## What was computed

The band gap is the energy of the lowest empty electronic level less that of the highest filled one. Here it was computed for a cubic TlZnBr₃ crystal, a hypothetical structure, after all edges had been changed by the same percentage, the strain. The band gap change and the energy rise per atom compare each strained cell with the unstrained one. Three density functionals were used: PBE, r2SCAN and the hybrid HSE06. All of them start from the same unstrained cell, which was relaxed with r2SCAN.

Cubic perovskite TlZnBr3 (Pm-3m), relaxed with r2SCAN to a = 5.200 Å (28.13 Å³ per atom); Ansatz 0.2.0, plane-wave PAW, no spin polarisation. Strain is the relative change of every cell edge; gap changes and energy rises refer to the unstrained cell in the same functional. K mesh 4×4×4 for HSE06, otherwise 6×6×6; plane-wave cutoff 500 eV for r2SCAN, otherwise 420 eV.

```tsv
functional	strain (%)	band gap (eV)	band gap change (eV)	energy rise per atom (meV)
HSE06	-1.5	1.614	0.124	12.1
HSE06	0.5	1.449	-0.040	-1.2
PBE	-1.5	0.407	0.110	16.9
PBE	0.5	0.262	-0.035	-2.8
r2SCAN	-1.5	1.001	0.120	6.9
r2SCAN	0.5	0.843	-0.039	0.7
```

## A sign that gives the fault away

At its volume of rest a crystal has the lowest energy it can reach by swelling or shrinking evenly, so a small change of volume in either direction must cost energy. With r2SCAN it does. With PBE the energy falls by 2.8 meV per atom when the cell expands by 0.5 %, and with HSE06 it falls by 1.2 meV. For these two functionals, then, the starting cell is not at rest.

The same fault hides in the compressed rows, where the sign looks healthy. PBE gives a rise of 16.9 meV per atom against 6.9 meV in r2SCAN. Read as elastic energy, this would make the crystal more than twice as stiff in PBE. In truth most of the PBE value is the price of pushing further a cell that is already squeezed.

## Why the energy falls

A spring held shorter than its rest length is a fair picture. Let it out a little and it gives up energy; push it in and the cost is higher than from rest. The picture serves for small changes of volume only, because a real crystal softens as it expands.

The pressures of the unstrained cell confirm the squeeze: 1.30 GPa in PBE and 0.69 GPa in HSE06, but only 0.02 GPa in r2SCAN. Each functional has its own preferred volume, and PBE and HSE06 prefer a larger one than r2SCAN does for this crystal.

The energy rise per atom then has two parts:

energy rise = −P V v + ½ B V v²

Here P is the pressure of the unstrained cell, V the volume per atom, v the relative change of volume and B the bulk modulus, the resistance to a change of volume. The first part is the work done by the pressure and changes sign with the strain. The second is the true elastic cost and is always positive.

## One row worked through

Take PBE at +0.5 %. The relative change of volume is v = 1.005³ − 1 = 0.0151, and 1 eV/Å³ equals 160.2 GPa.

- Pressure part: −1.304 × 28.13 × 0.0151 / 160.2 eV = −3.5 meV per atom.
- Elastic part: ½ × 39.5 × 28.13 × 0.0151² / 160.2 eV = +0.8 meV per atom.
- Sum: −2.7 meV per atom, against −2.8 meV in the table.

The bulk modulus of 39.5 GPa comes from the r2SCAN pressures at the two strains and serves all three functionals; no energy of the table went into it. The formula meets all six energies to within about 0.2 meV per atom, as the output below shows. Since pressure is the slope of energy against volume, this agreement is a test of consistency. It locates the fault in the choice of cell, but it can't tell which functional has the best lattice constant. The HSE06 stresses were only loosely converged, which does no visible harm at this accuracy.

With the pressure part taken away, the three functionals agree on the elastic cost: about 6.7 meV per atom at −1.5 % and 0.7 meV at +0.5 %. They differ in where the crystal rests, and hardly in how stiff it is at a given volume. At its own, larger volume of rest the crystal should be somewhat softer in PBE.

The formula also gives a rule for other cells. If a functional prefers a larger volume than the cell it is given, its energy falls at first on expansion; if it prefers a smaller one, the energy falls at first on compression. The energy is lowest when the relative change of volume reaches P/B, and it is above its starting value again beyond 2P/B.

## The gap fails in another way

The second failure has no telltale sign and shows only when functionals are compared. At both strains the PBE gap lies about 1.2 eV below the HSE06 gap, and the r2SCAN gap about 0.6 eV below it. HSE06 serves here as a comparison and not as the truth. All three leave out spin–orbit coupling, so its effect on the gap is not known from these runs.

The wrong cell is not to blame for the small PBE gap. By the formula, PBE would come to rest at an expansion of 1.1 %. The pressure still left at +0.5 % points to nearer 1.3 %, because the crystal softens as it expands. Both estimates reach beyond the strains computed. Expansion narrows the gap, so this step would take away a further 0.08 to 0.09 eV, while HSE06 would lose about 0.05 eV on the way to its own volume of rest. Curing the first failure makes the second slightly worse.

The cause is a known weakness of the functional. The exact gap contains a jump of the exchange–correlation potential when an electron is added, and the smooth potential of PBE has no such jump. In r2SCAN the potential depends on the orbitals through their kinetic energy, and HSE06 mixes in a share of exact exchange. Both treat filled and empty levels more unequally, and this opens the gap.

## Why the gap changes survive

The band gap changes are far better than the gaps. At −1.5 % the gap opens by 0.124 eV in HSE06 and by 0.110 eV in PBE, so PBE recovers nearly nine tenths of the change while showing only a quarter of the gap. The r2SCAN changes lie within 4 meV of HSE06, too close to interpret, because the numerical settings differ.

The likely reason is that the error belongs to the two levels that form the gap, and these stay the same. In every run the highest filled level lies at the point M of the Brillouin zone and the lowest empty one at its centre, Γ. A small strain should hardly alter the character of either level, so most of the error is the same before and after and drops out of the difference.

What remains is the effect of shorter bonds. Compression raises the empty level by about 0.6 eV and the filled one by about 0.5 eV with each functional, on the energy scale of the program. The zero of that scale moves with the volume, so only the difference between the two shifts, the change of the gap, can be interpreted. The empty level is probably an antibonding mixture of zinc and bromine s orbitals, which would help to explain why it rises more than the filled one, but its make-up was not analysed.

A percentage brings the error back. The same compression widens the gap by 37 % in PBE and by 8 % in HSE06, only because PBE divides by an unstrained gap about a fifth as large. In eV its change is even the smaller of the two. For this crystal under small, even compression or expansion, any of the three functionals gives the change in eV to within about an eighth of the HSE06 value. The gap itself and its percentage change depend on the functional, and an energy rise can be read as elastic energy only after the pressure of the starting cell has been checked.

The analysis program printed:

```
Gaps against HSE06 at the same strain:
     row  unstrained gap eV  gap less HSE06 eV  gap change less HSE06 meV  gap change in % of own gap
   HSE06               1.49                  0                          0                       8.322
   HSE06              1.489                  0                          0                      -2.686
     PBE              0.297             -1.207                        -14                       37.04
     PBE              0.297             -1.187                          5                      -11.78
  r2SCAN              0.881             -0.613                         -4                       13.62
  r2SCAN              0.882             -0.606                          1                      -4.422
Bulk modulus from r2SCAN pressures, GPa: 39.47
Energy rise per atom in meV:
     row  pressure term  elastic term  sum of both  computed  computed less pressure term
   HSE06          5.393         6.808         12.2      12.1                        6.707
   HSE06         -1.834        0.7874       -1.047      -1.2                        0.634
     PBE          10.15         6.808        16.96      16.9                        6.749
     PBE         -3.452        0.7874       -2.665      -2.8                        0.652
  r2SCAN         0.1383         6.808        6.947       6.9                        6.762
  r2SCAN       -0.04702        0.7874       0.7404       0.7                        0.747
Rms miss of elastic term alone, meV per atom: 4.944
Rms miss with pressure term, meV per atom: 0.09951
Pressure and rough strain of rest:
     row  unstrained pressure GPa  pressure in strained cell GPa  strain of rest %
   HSE06                   0.6929                          2.486            0.5852
   HSE06                   0.6929                         0.1775            0.5852
     PBE                    1.304                          3.109             1.101
     PBE                    1.304                          0.786             1.101
  r2SCAN                  0.01777                          1.841             0.015
  r2SCAN                  0.01777                        -0.5036             0.015
PBE gap shift on going to its strain of rest, eV: -0.0771
HSE06 gap shift on going to its strain of rest, eV: -0.04682
```
